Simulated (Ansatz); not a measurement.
## TiAl: energy along a strain

TiAl, Pm-3m, a = 3.179 Å (as given, not relaxed at this level: -2.4 GPa). The structure is a Materials Project entry; whether it is the stable form wasn't checked. Ansatz: PBEsol, PAW, 420 eV, Γ-centred 16×16×16 mesh on 2 atoms, Gaussian smearing 0.15 eV; no spin polarisation. Cell vectors (Å): 3.179 0.000 0.000; 0.000 3.179 0.000; 0.000 0.000 3.179. The cell is strained by x per cent times the pattern (1 0 0 0 0 0) in the order xx yy zz yz xz xy (engineering shears), with fractional coordinates held. y is the free energy over the start, V0 = 16.065 Å³/atom. Points with a strain past 8.5 % were computed too (3) and aren't used here.

| x (%) | y (meV/atom) |
| --- | --- |
| -7.50 | ? |
| -5.00 | 0.01 |
| -2.50 | -3.37 |
| 0.00 | 0.00 |
| 2.50 | 7.93 |
| 5.00 | 18.68 |
| 7.50 | 31.77 |

**Question.** Fit y = c1 x + c2 x² + c3 x³ to the other rows, get the stiffness along the pattern, and predict the missing energy.

**Answer.** Least squares on the rows shown. y = 2.2876 x + 0.37626 x² − 0.015697 x³. The clamped-ion stiffness p·C·p = 2 × 3.763 eV × 160.2 / 16.065 Å³ = 75 GPa, which is C11 in these axes (second derivative at the start, which stands under stress). The pressures of the same runs give B = −dP/dε = 109 GPa; in a cubic crystal a longitudinal stiffness under B means a negative shear constant, so this lattice is unstable. With a term in x⁴ added, the coefficient of x² becomes 0.3531, 6 % less, which shows how far this figure hangs on the form. At x = -7.50 the fit asked for gives 10.63 meV/atom. The run gave 12.37 meV/atom, so the fit is 1.74 meV/atom too low, 5 % of the span of the series, against an rms of 0.16 meV/atom on the fitted rows. The row lies outside the fitted range. With a term in x⁴ added, a fit to the same known rows predicts 13.37 meV/atom, a smaller miss on the other side.

The energy has a minimum along this strain even though the lattice is unstable, because a uniaxial strain mixes a volume change with a tetragonal shear, and the resistance to the former outweighs the softness of the latter. The negative shear constant fits the known preference of TiAl for the tetragonal L1₀ structure, which a Bain distortion connects to this B2 cell. The driving force is probably electronic: the distortion splits Ti d states near the Fermi level and lowers the band energy.

The minimum lies on the compressed side, in keeping with the tension in the starting cell. The curvature falls steadily from compression to extension, as expected when short-range repulsion steepens faster than the bonding weakens, and the cubic form underestimates this steepening at the missing point. Holding the fractional coordinates costs nothing here, since both atoms remain on inversion centres and feel no internal force. The curve doesn't give the energy gained by transforming to L1₀, which requires following the tetragonal shear with the volume free to adjust.
